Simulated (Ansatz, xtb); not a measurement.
## Relative energy of two structures of AlH2SiZn

Structure I is a doublet given by its coordinates and structure II is a doublet given by its coordinates. Both are isolated molecules in the gas phase, relaxed with BLYP-D3(BJ)/def2-SVP.

I (Å):

```xyz
5

Al   -0.1076    0.1733   -0.6093
Si   -0.1888    0.7408    1.6392
Zn    0.4707    3.2208    0.8921
H     0.3782   -0.3481   -2.0567
H     1.2403    0.3651    0.9644
```

Close contacts (Å): Al1–Si2 2.32, Si2–Zn3 2.67, Al1–H4 1.61, Al1–H5 2.08, Si2–H5 1.62.

II (Å):

```xyz
5

Al   -0.9362    0.0117    0.4324
Si   -0.3779    1.1478   -1.5253
Zn    1.5997    1.6380   -0.2089
H    -1.4546   -0.8144    1.7151
H     2.9724    2.1098    0.3979
```

Close contacts (Å): Al1–Si2 2.33, Al1–Zn3 3.08, Si2–Zn3 2.43, Al1–H4 1.61, Zn3–H5 1.57.

Energies in hartree; the thermal terms are from BLYP-D3(BJ)/def2-SVP harmonic frequencies (ideal gas, rigid rotor, one conformer each, 298.15 K, 1 atm) and include the zero-point energy:

|  | I | II |
| --- | --- | --- |
| E, CCSD(T)/def2-SVP | −2309.853721 | −2309.855996 |
| zero-point energy | 0.012713 | 0.012942 |
| H(298 K) − E | 0.019622 | 0.019715 |
| G(298 K) − E | −0.019087 | −0.018096 |

Problem. Work out ΔE, ΔE₀, ΔH and ΔG for I → II in kcal/mol (1 Eh = 627.51 kcal/mol) and the equilibrium ratio [II]/[I].

Solution. 1. ΔE = −2309.855996 − (−2309.853721) = −0.002275 Eh = −1.43 kcal/mol.
2. ΔE₀ = ΔE + ΔZPE = −0.002275 + (+0.000229) Eh = −1.28 kcal/mol.
3. ΔH = ΔE + (+0.000093) Eh = −1.37 kcal/mol.
4. ΔG = ΔE + (+0.000991) Eh = −0.81 kcal/mol, so ΔS = (ΔH − ΔG)/T = −7.9 J/(mol K).
5. kT = 0.9442 mEh, so K = [II]/[I] = exp(−ΔG/kT) = exp(+1.36) ≈ 3.9.

The two are too close for this level to say which is favoured. An error of 1 kcal/mol in ΔG would change K by a factor of 5.4. BLYP-D3(BJ)/def2-SVP gave ΔE the other sign. Mirror images and further conformers aren't counted.

Other levels gave ΔE = +3.9 (BLYP-D3(BJ)/def2-SVP); −1.7 (HF/def2-SVP); −4.0 (MP2/def2-SVP) kcal/mol. Open shells are spin-unrestricted. The correlated steps freeze 15 core orbitals; the last core shell of Zn is correlated, in a basis made for valence electrons. Programs: Ansatz 0.2.0.

The near-degeneracy conceals a substantial change in bonding. In I, one hydrogen sits on silicon with a long, weak contact to aluminium, and zinc is held only loosely at 2.67 Å from silicon. In II that hydrogen has moved to zinc, which now lies between hydrogen and silicon, with a normal Zn–H bond and a shorter Si–Zn contact of 2.43 Å. Formally this is an oxidative insertion of zinc into an Si–H bond. Zinc's filled 4s shell makes it a poor partner until s–p promotion allows two covalent bonds, so the gain from the new bonds is probably largely offset by promotion and the loss of the Si–H bond. The Al–Si distance barely changes, so that link is unlikely to drive the balance.

The lower entropy of II fits this picture, since loosely attached zinc should give I softer vibrations. BLYP alone prefers I, possibly because it overstabilises the stretched, delocalised contacts there. The energies give no barrier for the hydrogen shift, so they don't show whether the two forms would interconvert.
